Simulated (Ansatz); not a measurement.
## Cu: pressure against volume scale

All results are calculated (Ansatz 0.2.0). Periodic Kohn-Sham DFT of a crystal at fixed atoms, scaled to volume_scale times the given cell; pressure positive in compression, energy less spherical unpolarised free atoms, largest_vzz the field gradient of largest size among the nuclei.

The cell before it is scaled or strained (space group Fm-3m, No. 225):
```
Cu
1.0
      0.0000     1.8075     1.8075
      1.8075     0.0000     1.8075
      1.8075     1.8075     0.0000
Cu
1
Direct
  0.00000 0.00000 0.00000
```

Settings of every row: method all-electron PAW; functional PBEsol; relativity scalar; k mesh 19x19x19; filling fermi-dirac; smearing width 0.08 eV; nucleus gaussian.

Atom start moment: 0 on all atoms.

| row | volume scale | V (Å³/atom) | pressure (GPa) |
| --- | --- | --- | --- |
| 1 | 0.94 | 11.102 | 3.283 |
| 2 | 0.9405 | 11.108 | 3.185 |
| 3 | 0.96 | 11.338 | -0.424 |
| 4 | 0.98 | 11.574 | -3.675 |
| 5 | 0.99 | 11.692 | -5.153 |
| 6 | 1 | 11.81 | -6.541 |
| 7 | 1.01 | 11.929 | ? |
| 8 | 1.02 | 12.047 | -9.064 |
| 9 | 1.04 | 12.283 | -11.285 |
| 10 | 1.06 | 12.519 | -13.235 |

Question: what pressure should row 7 give?

Worked fit of pressure. Take u = (V_r/V)^(2/3) − 1 with V_r = 11.692 Å³ an atom, which is twice the finite (Eulerian) strain; such expansions in the strain, on which the Birch-Murnaghan equation of state is built, carry the rest volume and the bulk modulus. The shown rows have u = 0.03512, 0.03475, 0.02071, 0.00679, 0, -0.00667, -0.01974, -0.03234, -0.04454. Least squares give pressure = −5.1544 + 212.505 × u + 749.28 × u² + 1165 × u³ GPa; a parabola predicts inner rows, each left out in turn, worse (root mean square 0.019 against 0.0032 GPa). The rows lie off it by 0.000, 0.001, -0.002, 0.002, 0.001, -0.002, 0.002, -0.002, 0.001. The pressure vanishes at u = 0.0224, or V = 11.31 Å³ an atom, and there the bulk modulus at fixed shape and fractions is B = −V dP/dV = (2/3)(1 + u) dP/du = 169 GPa. The withheld row has u = -0.01329, so the fit gives −5.1544 + 212.505 × (-0.01329) + 749.28 × (-0.01329)² + 1165 × (-0.01329)³ = -7.849 GPa.

The calculation gave -7.843 GPa. The fit lies 0.006 GPa (0.036 % of the column's range) below it; its largest miss of a shown row is 0.002 GPa.
